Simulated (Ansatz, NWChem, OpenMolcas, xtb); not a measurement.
# Errors in the dipole moment

8 molecules holding an element from Na to Cl; the dipole moment in D, computed less measured. Shapes, held fixed at every level: PBE0-D4/def2-TZVP. No vibrational averaging. Dipoles are compared by magnitude; molecules under 1 D, whose direction can flip, are left out. Programs: Ansatz 0.2.0, NWChem 7.3.0, OpenMolcas 26.06, xtb 6.7.1. Measured values: NIST CCCBDB.

Levels: A = GFN1-xTB; B = PBE-D4/def2-TZVPP; C = B3LYP/6-31G* (Cartesian functions); D = PBE0/def2-SVP; E = wB97M-V/def2-TZVPP.

```csv
molecule,measured,A,B,C,D,E
HCl (SMILES Cl),1.08,+0.75,+0.09,+0.38,+0.29,+0.11
SO2 (sulfur dioxide),1.63,+0.75,-0.09,+0.08,+0.12,+0.17
PF3 (SMILES FP(F)F),1.03,+0.51,-0.19,-0.05,+0.07,+0.04
CH3Cl (chloromethane),1.87,+0.03,-0.05,+0.14,+0.01,+0.01
CHCl2F (dichlorofluoromethane),1.29,+0.38,-0.13,+0.05,+0.04,-0.04
SCl2O2 (sulfuryl chloride),1.81,+1.19,-0.18,-0.33,-0.18,+0.14
SiH3Cl (SMILES [SiH3]Cl),1.31,-0.31,-0.15,+0.37,+0.06,-0.07
C2H6S (dimethyl sulfide),1.50,-0.15,+0.01,+0.20,+0.07,+0.01
```

(1) Which level does best on this set, which worst, and which err to one side?

Results:

(1) 
```tsv
level	kind	mean error	mean absolute error	worst case
GFN1-xTB	semi-empirical	+0.394	0.509	SCl2O2
PBE-D4/def2-TZVPP	GGA	-0.086	0.111	PF3
B3LYP/6-31G* (Cartesian functions)	global hybrid	+0.105	0.200	HCl
PBE0/def2-SVP	global hybrid	+0.060	0.105	HCl
wB97M-V/def2-TZVPP	range-separated hybrid	+0.046	0.074	SO2
```

On this set wB97M-V/def2-TZVPP has the smallest mean absolute error and GFN1-xTB the largest. GFN1-xTB is too high in 6 of 8; PBE-D4/def2-TZVPP is too low in 6 of 8; B3LYP/6-31G* (Cartesian functions) is too high in 6 of 8; PBE0/def2-SVP is too high in 7 of 8; wB97M-V/def2-TZVPP is too high in 6 of 8. The tabulated value of HCl is in doubt (older tables, estimates, or at odds with other calculations) and kept here. Over the 7 molecules whose values aren't doubted the mean absolute errors are A 0.474; B 0.114; C 0.174; D 0.079; E 0.069. The smallest two are near a tie. The set is small.

The clearest pattern lies in the molecules where sulfur or phosphorus is bound to oxygen or fluorine. In SO2, PF3 and SCl2O2, PBE falls short of the measured dipole while wB97M-V exceeds it, and the gap between the two is widest there. In dimethyl sulfide, whose bonds are only weakly polar, they agree. Because these two levels share a basis and geometry, the shift comes from the functional, probably because semilocal exchange spreads charge too evenly across strongly polar bonds.

These molecules are demanding because the net dipole is a vector sum. In PF3 the phosphorus lone pair opposes the P–F bond moments, so a modest error in bond polarity can become a large error in the total. GFN1-xTB strongly overshoots in all three, by +1.19 D in SCl2O2, yet falls short for SiH3Cl and dimethyl sulfide, so no uniform scaling would repair it.

The two hybrids with smaller basis sets change functional and basis together, so their errors can't be assigned to either alone.
